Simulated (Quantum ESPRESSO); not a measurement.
# Moments and magnetic energies of LaCo5 under biaxial strain with PBEsol, without spin-orbit coupling

We calculated LaCo5 at six in-plane strains, with the z length held at its measured value, to see how its moments and magnetic energies respond. Strain is counted from the measured cell. Energies are per Co atom and are taken between three states: Co spins all parallel, Co spins in the La plane opposed to those in the kagome layer, and no spin polarisation. Stretching raises every listed moment and magnetic energy, and the parallel state is the lowest of the three wherever the energies are listed. One entry breaks an otherwise smooth series: at 0.98 the largest site moment of the opposed state is 0.798 μB, below what the rows on either side lead one to expect.

## Computational details

One system, LaCo5 (CaCu5-type, P6/mmm), 6 atom(s) a primitive cell, from measured cells of the Crystallography Open Database. Quantum ESPRESSO 7.5, plane waves with GBRV 1.5 PBEsol pseudopotentials, cutoff 544 eV, Fermi-Dirac smearing of 0.05 eV, k meshes whose coarsest spacing along a reciprocal vector is 0.20 1/Å over all runs (2π included). Functional: PBEsol, no Hubbard U; collinear spins, no spin-orbit coupling. Atoms stay at fixed fractions of the cell and the mesh divisions are held. In the given cell the shortest lattice vector along z is 3.970 Å long and the shortest in the xy plane 5.109 Å. At each point the moments on Co are started parallel, opposed (signs ++---) and without spin polarisation. Of the opposed order at the middle point, it reverses 4.8 of 4.8 magnetic neighbours at 2.47 Å and 0 of 2.4 magnetic neighbours at 2.55 Å. Runs that did not converge or carry a known fault are not listed. The same in all rows: metal or insulator in the run from the parallel start, judged by its smearing entropy or density of states at the Fermi energy (a gap under a few smearing widths counts as a metal): metal.

Notes on method and selection:

- Each state is what a run reaches from typed starting moments; only a few collinear orders were started, so the lowest found need not be the ground state. Spin-orbit coupling is left out of these energies, which are free energies at the smearing width. A magnetic atom is one that was given a starting moment.
- Site moments count the spin inside each program's own atomic sphere, so they depend somewhat on its radius and leave out the spin between the spheres.
- Quantum ESPRESSO sets the radius of an element's spheres to about 0.41 of its shortest distance to a neighbour, so it changes from cell to cell and the site moment with it.
- A measured moment is set beside the table only where the run ends ferromagnetic and the measured order is ferromagnetic too.
- Runs that did not converge, have known faults or may not be shown are not listed, and runs on Ansatz's PAW sets soft_1 and soft_2 are kept to separate tables.

Columns:

- biaxial strain: factor on the x and y lengths of the cell, z held.
- moment (μB): largest site spin moment reached from the parallel start.
- moment, opposed (μB): largest site spin moment reached from the opposed start.
- gain, opposed (meV): energy of the run without spin polarisation less that of the run from the opposed start, per magnetic atom.
- magnetic distance (Å): shortest distance between magnetic atoms.
- net moment (μB): net spin moment of that run per magnetic atom.
- magnetic energy gain (meV): energy of the run without spin polarisation less that of the parallel start, per magnetic atom (positive: magnetism is favoured).
- E(opposed) - E(parallel) (meV): energy of the run from the opposed start less that of the parallel start, per magnetic atom (positive: parallel is favoured); blank where a pattern was lost or a run needed for the difference did not finish.

Input lines of one member:

```
&SYSTEM
  ecutwfc = 40
  ecutrho = 280
  nbnd = 65
  occupations = 'smearing'
  smearing = 'fd'
  degauss = 0.00367493
  nspin = 2
  starting_magnetization(1) = 0
  starting_magnetization(2) = 0.1176
/
&ELECTRONS
  conv_thr = 1.2d-08
  mixing_beta = 0.3
/
K_POINTS automatic
8 8 8 0 0 0
```

Command (options for logging and memory left out): `pw.x -in pw.in`

## Numbers

```
member  biaxial strain  moment (μB)  moment, opposed (μB)  gain, opposed (meV)  magnetic distance (Å)  net moment (μB)  magnetic energy gain (meV)  E(opposed) - E(parallel) (meV)
0.94    0.94            1.50         0.644                 5.06                 2.401                  1.347            121.9                       116.8
0.96    0.96            1.54         0.736                 6.20                 2.438                  1.381            149.0                       142.8
0.98    0.98            1.57         0.798                 7.39                 2.455                  1.416            176.7                       169.3
1       1.00            1.63         0.933                 9.48                 2.473                  1.455            205.1                       195.7
1.02    1.02            1.69         1.082                 12.95                2.491                  1.496            234.8                       221.9
1.04    1.04            1.74         –                     –                    2.509                  1.528            –                           –
```

## The trend and its physics

From 0.94 to 1.04 the net moment of the parallel state rises from 1.347 to 1.528 μB per Co, or 0.181 / 10 = 0.018 μB per percent of strain. Its energy gain over the unpolarised state rises from 121.9 meV at 0.94 to 234.8 meV at 1.02, or (234.8 − 121.9) / 8 = 14.1 meV per percent.

The gain nearly doubles while the moment grows by only 11%. A Stoner estimate suggests why:

$$E_\mathrm{gain} = \frac{m^2}{4}\left(I - \frac{1}{N}\right)$$

Here $m$ is the net moment in μB, $I$ the exchange parameter and $N$ the mean density of states per spin and Co atom. The bracket is a small difference of two large terms. It grows from 4 × 121.9 / 1.347² = 269 meV to 4 × 234.8 / 1.496² = 420 meV. With $I$ roughly 1 eV and nearly constant, $1/N$ falls from about 0.7 to 0.6 eV, as expected when longer Co–Co distances narrow the 3d bands.

The opposed state gains only 5.06 to 12.95 meV, and its moments are much smaller than those of the parallel state. Its energy above the parallel state therefore measures mainly the loss of moment, and should not be read as a coupling between fixed spins.

For the middle of five equally spaced rows, a cubic through the other four gives

$$f_0 = \frac{4(f_{-1}+f_{+1})-(f_{-2}+f_{+2})}{6}$$

At 0.98 this gives (4 × (149.0 + 205.1) − (121.9 + 234.8)) / 6 = 176.6 meV for the parallel gain, against 176.7 in the table. For the largest opposed moment it gives (4 × (0.736 + 0.933) − (0.644 + 1.082)) / 6 = 0.825 μB, so the tabulated value is 0.825 − 0.798 = 0.027 μB low.

## Residuals

The shortest Co–Co distance changes by 2.438 − 2.401 = 0.037 Å between 0.94 and 0.96, but by only 0.017 to 0.018 Å in each later step. This is geometry: at 0.94 the shortest pair lies within the kagome layer, at 0.94 × 5.109 / 2 = 2.401 Å, whereas in the other rows it joins the two kinds of layer.

At 1.04 the opposed and unpolarised runs are not listed, so the energies stop at 1.02. The last step of the net moment, 1.528 − 1.496 = 0.032 μB, is 0.009 μB shorter than the one before. We attach no physical cause to so small a change.

## What could be wrong

The main suspect is the definition of the column, which reports the largest site moment whichever site carries it. The site moments confirm a change of site: at 0.98 the largest opposed moment sits in the kagome layer, at 1.00 and 1.02 in the La plane. The larger of two crossing curves bends upward at the crossing, and a point beside the bend falls below a smooth curve through its neighbours, which is the sign seen. The position fits too. Carrying the La-plane step back from 1.00 gives 0.933 − (1.082 − 0.933) = 0.784 μB at 0.98, just under the 0.798 μB of the kagome site, so the curves cross only a little above 0.98.

A changing sphere radius is too smooth to produce the dip. It grows by about 0.41 × 0.018 = 0.007 Å per step on either side of 0.98.

Coarse k sampling, or a second self-consistent solution, could lower all the moments of this row together. The opposed gain divided by the square of the largest moment stays between 9.48 / 0.933² = 10.9 and 5.06 / 0.644² = 12.2 meV/μB², so a moment 3% low should cost about 6% of the gain, or 0.5 meV. The cubic gives (4 × (6.20 + 9.48) − (5.06 + 12.95)) / 6 = 7.45 meV and the table 7.39, a shortfall of only 0.06 meV. Neither suspect is needed for the dip, though either could still shift the strain at which the sites cross.

Three checks would test that crossing, cheapest first:

1. Integrate the existing spin densities in spheres of one fixed radius. A crossing that moves to another interval would show that its position depends on the sphere; one that stays would clear the radius.
2. Repeat the opposed run at 0.98 from larger starting moments in the La plane than in the kagome layer. A different final energy would reveal a second solution; the same energy and moments would give no sign of one.
3. Repeat the opposed runs at 0.98 and 1.00 on a 12 × 12 × 12 mesh, with (12/8)³ = 3.4 times as many points before symmetry. Site moments that shift by some hundredths of a μB would point to sampling.

## Conclusions

With z held, in-plane stretching raises the net moment from 0.94 to 1.04 and the magnetic energies from 0.94 to 1.02. The dip at 0.98 comes from following the largest moment instead of one site.

Two omitted effects matter on the scale of the 0.181 μB spread of the net moment. The orbital moment would add roughly 0.1 to 0.2 μB per Co, probably much of it as an offset common to all rows. Letting z relax would shorten the cell as the plane is stretched, and for a typical metal that cancels roughly half of the volume change, so the moment would probably respond less. The measured cell is also under tension with PBEsol, so the functional's own equilibrium lies on the compressed side of the 1.00 row, where the magnetism is weaker.

[Logs are printed without paths, hosts, clocks, repeated set-up lines and the standing remarks that a program may print on its own settings, such as how far it seeks lower states.]
